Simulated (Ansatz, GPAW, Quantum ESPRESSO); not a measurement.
GaGe: programs and potentials compared

```
Ge Ga
1.0
     0.00000    2.89784    2.89784
     2.89784    0.00000    2.89784
     2.89784    2.89784    0.00000
Ge Ga
1 1
Direct
  0.00000 0.00000 0.00000
  0.25000 0.25000 0.25000
```

The cell comes from a database or a generator and needn't be the stable form of this composition.

Alike in all runs: task band structure; functional PBEsol; k mesh 8 × 8 × 8; occupations fermi-dirac, width 0.05 eV; no spin polarisation; no spin-orbit coupling. Pressure is positive in compression and, in plane waves, holds the error of the finite cutoff, which Ansatz's Pulay term estimates and takes out.

```json
{"program and potentials": "GPAW, PAW data sets generated for this functional", "plane-wave cutoff (eV)": "600", "notes": "3.5 valence electrons an atom on average", "pressure (GPa)": "-1.77"}
{"program and potentials": "Quantum ESPRESSO, GBRV 1.5 PBEsol", "plane-wave cutoff (eV)": "762", "notes": "16.5 valence electrons an atom on average", "pressure (GPa)": "-2.41"}
{"program and potentials": "Ansatz, all-electron LAPW, scalar-relativistic", "plane-wave cutoff (eV)": "-", "notes": "-", "pressure (GPa)": "-2.38"}
{"program and potentials": "Ansatz, PAW datasets made for the crystal", "plane-wave cutoff (eV)": "240", "notes": "8.5 valence electrons an atom on average", "pressure (GPa)": "-2.38"}
```

The pressure spans -2.41 (Quantum ESPRESSO, GBRV 1.5 PBEsol) to -1.77 GPa (GPAW, PAW data sets generated for this functional), with all-electron results at -2.38.

The functional is the same throughout but for its coding, so the spread measures potentials, basis and numerics; runs on potential files found faulty are left out.

All four runs put the cell under tension, so at this functional's equilibrium the zincblende lattice would be somewhat smaller. Quantum ESPRESSO and the Ansatz PAW run lie close to the all-electron pressure, while GPAW gives clearly weaker tension. The likely reason is the treatment of the semicore: 3.5 valence electrons an atom leaves only the 4s and 4p shells active, with the 3d shells of both elements frozen. The Ga 3d shell is shallower than that of Ge and responds more readily to the crystal. The average of 8.5 fits a data set that frees 3d on Ga alone, which suggests that this shell matters most here, though other differences in the data sets could contribute. Finite-cutoff error is an unlikely explanation, since it normally makes the pressure too negative, whereas GPAW deviates the other way. Agreement at a single volume doesn't establish equally good agreement for the bulk modulus or the band energies.
